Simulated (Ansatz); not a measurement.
# Au (P6_3/mmc), a film clamped to a substrate

Theory: DFT r2SCAN, scalar-relativistic, plane waves, PAW in Ansatz 0.2.0. Cutoff 500 eV, Γ-centred 24×24×12 k-points, Gaussian smearing of 0.15 eV. Spin–orbit coupling is left out, which can shift energies with elements as heavy as these. No spin polarisation. Energies are free energies at this smearing, counted from the undisturbed cell; pressure is positive in compression.

Zero of the scan (relaxed at this level; with this scan's settings it stands at -0.1 GPa; this form isn't the usual structure):

```xyz
2
Lattice="2.8903 0.0000 0.0000 -1.4451 2.5031 0.0000 0.0000 0.0000 4.8647" Properties=species:S:1:pos:R:3 pbc="T T T"
Au    0.0000    1.6687    3.6485
Au    1.4451    0.8344    1.2162
```

The cell (2 atoms, V0 = 35.19 Å³) is strained by p along both x and y and by q along z, fractional coordinates fixed. τp = (1/V0) ∂E/∂p = (σxx + σyy)(1 + p)(1 + q) and τq = (1/V0) ∂E/∂q = σzz(1 + p)², with tension positive.

| p | q | ΔE (meV/atom) | τp (GPa) | τq (GPa) |
| --- | --- | --- | --- | --- |
| 0.000 | 0.000 | 0.00 | -0.02 | 0.32 |
| -0.025 | 0.000 | 25.65 | -19.71 | -6.60 |
| 0.025 | 0.000 | 20.80 | 14.44 | 6.00 |
| 0.000 | -0.025 | 6.04 | -6.60 | -5.02 |
| 0.000 | 0.025 | 6.33 | 6.02 | 4.09 |

**Question.** Get the second derivatives of the energy density.

**Answer.** Central differences give A = ∂τp/∂p = 683 GPa (C11 + C22 + 2 C12), C = ∂τq/∂q = 182 GPa (C33) and the cross term B = ∂τq/∂p = 252 GPa (C13 + C23); ∂τp/∂q = 252 GPa must equal B, and any difference shows higher-order terms. The ions are clamped.

**Question.** A film of this crystal grows with z along the normal on a substrate that imposes p. How does its thickness respond, and what does the misfit cost?

**Answer.** Count p and q from the stress-free cell. A free surface needs τq = 0, so q = −(B/C) p = -1.38 p. The energy density left is (A − B²/C) p²/2 = M p², with the biaxial modulus M = 167 GPa; a misfit of 1 % costs 1.84 meV/atom, against 3.75 meV/atom if the thickness were held.

In a metal these slopes depend on the k mesh and the smearing.

Letting the film relax along its normal roughly halves the misfit cost, from 3.75 to 1.84 meV/atom, because the thickness change offsets much of the area change. This fits the bonding in gold: delocalised s electrons and overlapping, nearly full d shells resist a change of volume far more than a change of shape. The compensation is still partial, since constant volume would need the normal strain to be twice the in-plane strain and opposite in sign.

In-plane compression costs more than equal tension, as expected from the steepening repulsion between cores. The energies along z reverse this order, but the residual tension of 0.32 GPa at the origin accounts for that; measured from there, the stress again changes faster in compression. Clamping the ions should not matter here, because both strains keep the hexagonal symmetry, which fixes the atomic positions. Whether misfit could favour this stacking over the cubic one remains open, as that would need the same strain energies for a cubic film.
